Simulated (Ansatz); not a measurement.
# Cu3Pd: the change of pressure with volume per atom

All results are calculated (Ansatz 0.2.0). Periodic Kohn-Sham DFT of a crystal at fixed atoms; pressure and stress are positive in compression; the energy is the free energy less that of spherical unpolarised free atoms; site moments are those in the method's own spheres, positive along +z.

Cell of the first row (space group P4/mmm, No. 123):
```
cell vectors (Å)
   3.6215     0.0000     0.0000
   0.0000     3.6215     0.0000
   0.0000     0.0000     3.5843
atoms (fractions of the cell vectors)
Cu  0.00000  0.50000  0.50000
Cu  0.50000  0.00000  0.50000
Cu  0.50000  0.50000  0.00000
Pd  0.00000  0.00000  0.00000
```

Settings of every row: method all-electron PAW; functional PBEsol; relativity scalar; k mesh 11x11x11; filling fermi-dirac; smearing width 0.05 eV; nucleus gaussian.

Atom start moment: 0 on all atoms.

```csv
row,volume per atom (Å³),pressure (GPa)
1,11.752,7.359
2,12.253,?
3,12.503,-4.021
4,12.628,-5.536
5,13.003,-9.543
```

Question: what pressure should row 2 give?

Worked fit of pressure. Take u = (V_r/V)^(2/3) − 1 with V_r = 12.566 Å³ an atom, which is twice the finite (Eulerian) strain; such expansions in the strain, on which the Birch-Murnaghan equation of state is built, carry the rest volume and the bulk modulus. The shown rows have u = 0.04566, 0.00336, -0.00328, -0.02253. Least squares give pressure = −4.7969 + 228.999 × u + 815.23 × u² GPa; a straight line predicts inner rows, each left out in turn, worse (root mean square 0.54 against 0.0062 GPa). The rows lie off it by 0.000, -0.003, 0.003, -0.001. The pressure vanishes at u = 0.0196, or V = 12.21 Å³ an atom, and there the bulk modulus at fixed shape and fractions is B = −V dP/dV = (2/3)(1 + u) dP/du = 177 GPa. Letting shape and atoms relax would as a rule lower it, by much in layered, chain or molecular crystals. The withheld row has u = 0.01696, so the fit gives −4.7969 + 228.999 × (0.01696) + 815.23 × (0.01696)² = -0.679 GPa.

The calculation gave -0.69 GPa. The fit lies 0.011 GPa (1.6 % of the value, 0.065 % of the column's range) above it; its largest miss of a shown row is 0.003 GPa.
